## Results and discussion

The lowest p level of these silicon pseudo-atoms converges with cutoff in a way that no single power or exponential follows. Scaling the curve as 1/radius² places its final collapse correctly and overshoots its early part by 28 to 44 %. The p curve also understates the cutoff that the atom needs, which the s level sets. All runs are PBE, norm-conserving RRKJ potentials.

Excess of the lowest p level over its value at 400 Ry for Si pseudo-atoms (3s² 3p²), computed with ld1.x 7.5 in spherical Bessel functions (20 bohr box). The base run uses scalar-relativistic PBE, a separable norm-conserving RRKJ potential with the s channel local, a nonlinear core correction, and radii s 1.95, p 2.15 and d 1.8 bohr; each variant changes only the setting named.

| cutoff (Ry) | lowest p level excess, base (mRy) | lowest p level excess, d radius 1.72 bohr (mRy) | lowest p level excess, non-relativistic (mRy) | lowest p level excess, p radius 2.52 bohr (mRy) |
| --- | --- | --- | --- | --- |
| 10 | 5.75 | 5.75 | 5.80 | 1.76 |
| 15 | 2.95 | 2.95 | 2.97 | 0.54 |
| 21 | 0.88 | 0.88 | 0.89 | 0.05 |
| 30 | 0.03 | 0.03 | 0.04 | 0.01 |
| 40 | 0.01 | 0.01 | 0.02 | 0.01 |
| 50 | 0 | 0 | 0.01 | 0 |
| 60 | 0 | 0 | 0.01 | 0 |
| 80 | 0 | 0 | 0 | 0 |
| 100 | 0 | 0 | 0 | 0 |
| 140 | 0 | 0 | 0 | 0 |
| 200 | 0 | 0 | 0 | 0 |
| 300 | 0 | 0 | 0 | 0 |

### What the columns measure

The cutoff E limits the wave numbers q of the basis through q² ≤ E (q in bohr⁻¹, E in Ry). The excess is the lowest p level at that cutoff less the same run's level at 400 Ry. In the base run that limit is −0.29998 Ry, which matches the all-electron 3p level of −4.081 eV, so the column follows the real 3p state. The potential is held fixed and each basis contains the smaller ones, so the excess cannot rise with E, and in no column does it. From 40 Ry upward the largest entry is 0.02 mRy, two print steps, and these rows get no interpretation.

Two of the variants carry almost no information about p. The d radius enters only the d projector, the local potential being taken from s, so that column equals the base by construction. The change appears in the d excess of the same runs, 0.31 against 0.33 mRy at 10 Ry. Dropping relativity lowers the p level by 0.68 mRy, but the subtraction removes that shift and leaves 0.05 mRy at 10 Ry. The 0.04 against 0.03 mRy at 30 Ry is one print step. The subtraction removes every error of the potential in the same way: the base run has a second ionisation error of 25 meV relative to the all-electron atom, nearly 2 mRy, which no cutoff alters.

### Why the curve has a knee

Let φ be the exact p wave with level ε, and χ its part above the cutoff. The trial function φ − χ lies in the basis. Since (H − ε)φ = 0, its energy exceeds ε by ⟨χ|H − ε|χ⟩/(1 − ⟨χ|χ⟩), an upper bound on the excess. Keeping only the kinetic term gives the estimate Σ q_n² c_n² over the omitted basis functions, where c_n is the coefficient of φ on the function of wave number q_n. The convergence curve is then the running tail of the kinetic-energy spectrum, and its shape is the shape of that spectrum.

Inside the radius r_c the scheme writes the wave as three functions r·j₁(q_i r). Each q_i makes its function match the logarithmic derivative of the all-electron wave at r_c, and the coefficients follow from value, curvature and norm. The silicon 3p wave is near its maximum at 2.15 bohr, so the functions must be nearly flat there. For large argument x·j₁(x) tends to −cos x, which is flat at x = nπ. The third root gives q₃ ≈ 3π/2.15 = 4.38 bohr⁻¹ and q₃² ≈ 19.2 Ry; the exact matching gives 18.8 Ry. For 2.52 bohr the same steps give 14.0 Ry against 13.8 Ry.

A wave train of finite length is the simpler system to compare with. The function r·j₁(q₃r) continues evenly through the origin, so the train is 2r_c long. Its spectrum is the single-slit pattern, a main lobe at q₃ with its first zero about π/r_c away. For the base run that zero lies at √18.8 + π/2.15 = 4.34 + 1.46 = 5.80 bohr⁻¹, or 34 Ry, and for the larger radius at 3.71 + 1.25 = 4.96 bohr⁻¹, or 25 Ry. The excess should collapse between 19 and 34 Ry in one case and between 14 and 25 Ry in the other. Among the rows up to 30 Ry the largest drops fall there, a factor of about 29 from 21 to 30 Ry and about 11 from 15 to 21 Ry. The analogy stops at the edge: the pseudo-wave is joined smoothly to the outer wave, so its side lobes die much faster than a slit's, and the three components interfere with each other and with the outer part. If the first jump is in the third derivative, c falls as q⁻⁴ and the excess as E^(−5/2). That law is a theoretical argument, and for p it would act only among the print steps.

### Extrapolation from two cutoffs

The failure shows in the local exponent, which for the base run goes −1.65, −3.6 and about −9.5 over the first three intervals. The decay rate per Ry also grows, from 0.13 to about 0.38. A power law through the 10 and 15 Ry rows predicts 0.94 mRy at 30 Ry and an exponential 0.40 mRy, against 0.03 mRy in the table (itself uncertain by 17 % from rounding). For the larger radius the exponent eases to −4.5 in the third interval, but this rests on an entry of 0.01 mRy.

For p the extrapolation errs on the safe side, and for s it falls below the true excess at 21 and 30 Ry. The s excess of the base run falls by a factor of 3.6 from 10 to 15 Ry and by only 1.2 from 15 to 21 Ry. The level moves by 3.15 − 2.64 = 0.51 mRy in that step while 2.64 mRy remain, so a test on two neighbouring cutoffs would report convergence five times better than it is.

### Scaling with the radius

If the whole wave and its potential stretched with r_c, energies would scale by 1/k with k = (2.52/2.15)² = 1.374, and the excess of the larger radius at E would be the base excess at kE divided by k. Nothing is fitted. At 15 Ry the mapped cutoff is 15 × 1.374 = 20.6 Ry, close to a tabulated row, and logarithmic interpolation gives 0.953 mRy. Dividing by k gives 0.69 mRy, which is 28 % above the tabulated 0.54 mRy. At 10 Ry the overshoot is 44 %. Because the logarithm of the base curve bends downward, a straight interpolation lies below it, and the true overshoot at 10 Ry is probably larger. At 21 Ry the model falls short, 0.034 against 0.05 mRy, where interpolation and rounding could account for the gap.

For a given excess the rule puts the ratio of the two cutoffs a little below 1/k = 0.73, because the excess is divided by k as well; at 1 mRy it gives 0.67. The table gives 0.61 there and 0.72 at 0.1 mRy, on a ladder too coarse for the second digit to be firm. The tight thresholds lie in the collapse, whose position follows q₃², and 13.8/18.8 = 0.73. The loose ones depend on the weights below it. The premise of the rule is false there, since the outer all-electron wave does not stretch: at 2.52 bohr it is past its maximum, q₁² goes only from 1.6 to 1.4 Ry, and the share of the second function at the radius grows from −0.021 to −0.087.

### How far the rebuilt wave goes

Those shares come from a reconstruction. A four-parameter form was fitted to the all-electron 3p wave beyond 1.5 bohr, one free coefficient was fitted to the base pseudo-wave, and the 2.52 bohr wave followed from norm conservation. No row of the table entered the fit; the row-by-row results stand in the output after this text. The residual kinetic energy matches the base column within 3 % of the tabulated values at 10, 15 and 21 Ry, knee included, which supports the spectrum as the source of the shape. The closeness should be discounted: one more basis function, a step of π/20 bohr⁻¹ in the box, lowers the 21 Ry estimate from 0.855 to 0.564 mRy.

For the larger radius the same model is 23 to 30 % too high in these rows. It turns the scattered misfit of the scaling rule into a nearly constant factor, but its softening at 15 Ry, 4.3 against the tabulated 5.5, is no better than the rule's. Changed shares therefore do not explain the extra softness as modelled here. An extra basis function would apply to both runs and spoil the base agreement. Two guesses remain: the neglected potential and relaxation terms differ once the p projector is wider, or the small coefficients are thrown off by the fitted curvature at 2.52 bohr.

### The channel that sets the cutoff

The summed level error of the base run equals twice the s excess plus twice the p excess up to 40 Ry, as the occupations 3s² 3p² require. The s share is 52 % at 15 Ry and 97 % at 30 Ry. The p level passes 1 mRy near 20 Ry, while the sum needs 35 Ry. In the run with the larger p radius the s excess stays within 0.01 mRy of the base, so only the p part of the sum gains. The sum falls by 40 % at 15 Ry and by 2 % at 30 Ry. A larger radius usually costs transferability as well, which an excess measured against its own limit cannot register. In the atomic tests that cost is small here: the second ionisation error is 27 meV against 25 meV.

The q₃ picture does not carry over to the s channel, which supplies the local potential here. Three functions matched to the slope of the 3s wave would put q₃² near 16 Ry, below the p value, yet s converges later. The printed 3s pseudo-wave explains why: three such functions cannot reproduce it, so part of it lies in shorter waves. In the language of the spectrum, the plateau from 15 to 21 Ry means little kinetic weight in that range and more above it. Before q₃ is used to estimate a cutoff, the pseudo-wave should be checked for the assumed form.

A 2p series of the row above should keep the knee and move it up, though none was computed here. The 2p wave has no p core to push it outward, so it peaks closer in, r_c must shrink, and (3π/r_c)² grows. Bound 3d and 4f waves are compact for the same reason, and the roots of j_l move outward with l. The small d excess here is no counterexample, because that level is positive, 0.055 Ry, a state of the box with little weight in the core. All of this concerns waves in an atom; the density needs its own cutoff, and the error in a solid is a separate quantity.

Output of the analysis:

```
print step 0.01 mRy (rounding 0.005); relative at 30 Ry: base 17%, p2.52 50%
cutoffs Ry: 10 15 21 30 40 | max|run1-run0| 0.00 | run2-run0 mRy: 0.05 0.02 0.01 0.01 0.01 0.01 0.01
run0/run3 at 10,15,21 Ry: 3.3 5.5 17.6 ; max entry from 40 Ry: 0.02 mRy
base local power: -1.65 -3.60 -9.47 | decay per Ry: 0.133 0.202 0.375 | drop factors: 1.9 3.4 29.3
  from 10,15 Ry to 21,30 Ry: power 1.70 0.94 exp 1.32 0.40 table 0.88 0.03
p2.52 local power: -2.91 -7.07 -4.51 | decay per Ry: 0.236 0.397 0.179 | drop factors: 3.3 10.8 5.0
  from 10,15 Ry to 21,30 Ry: power 0.20 0.07 exp 0.13 0.02 table 0.05 0.01
scaling 1/k=0.728, mapped cutoffs Ry 13.7 20.6 28.8 ; table run3 1.76 0.54 0.05
  shift only 3.491 0.953 0.046 model/table 1.98 1.76 0.92 | shift and 1/k 2.541 0.693 0.034 model/table 1.44 1.28 0.67
  cutoff for 1.00 mRy (log interp): base 20.4, p2.52 12.4 Ry, ratio 0.61
  cutoff for 0.50 mRy (log interp): base 22.5, p2.52 15.2 Ry, ratio 0.68
  cutoff for 0.10 mRy (log interp): base 26.8, p2.52 19.3 Ry, ratio 0.72
  cutoff for 0.05 mRy (log interp): base 28.6, p2.52 21.0 Ry, ratio 0.73
outer wave fit, max error 0.0001 (rounding 0.00005) bohr^-1/2
inner fit to pseudo-wave, max error 0.0003; c3*f3/u -0.027
rc 2.15: q_i^2 Ry 1.6 8.1 18.8 ; c_i*f_i/u 1.048 -0.021 -0.027 ; other root c3 -0.296; real True; norm 1.001
rc 2.52: q_i^2 Ry 1.4 6.0 13.8 ; c_i*f_i/u 1.112 -0.087 -0.025 ; other root c3 -0.370; real True; norm 1.001
residual kinetic energy mRy: Ry | base table, model, one more function, model/table | same p2.52
  10 | 5.75 5.757 5.419 1.00 | 1.76 2.285 2.061 1.30
  15 | 2.95 2.913 2.275 0.99 | 0.54 0.675 0.423 1.25
  21 | 0.88 0.855 0.564 0.97 | 0.05 0.061 0.031 1.23
  30 | 0.03 0.033 0.021 1.11 | 0.01 0.014 0.010 1.39
  40 | 0.01 0.016 0.014 1.57 | 0.01 0.003 0.003 0.31
model base/p2.52 at 10,15,21 Ry: 2.5 4.3 13.9 ; scaling with 1/k: 2.3 4.3 26.2
s excess mRy 11.25 3.15 2.64 0.89 0.11 | s/p 2.0 1.1 3.0 29.7 11.0 | s drop factors 3.6 1.2 3.0 8.1
2s+2p minus summed error: 0.00 0.00 0.00 0.00 0.00 | s share %: 66 52 75 97 92
sum if s unchanged in p2.52 run mRy: 26.02 7.38 5.38 1.80 0.24 | gain %: 23 40 24 2 0
rough s q_i^2 Ry (radius 1.95, slope from printed 3s wave): 0.8 6.0 16.4
level shift non-rel minus scalar-rel p (outputs): -0.68 mRy
```
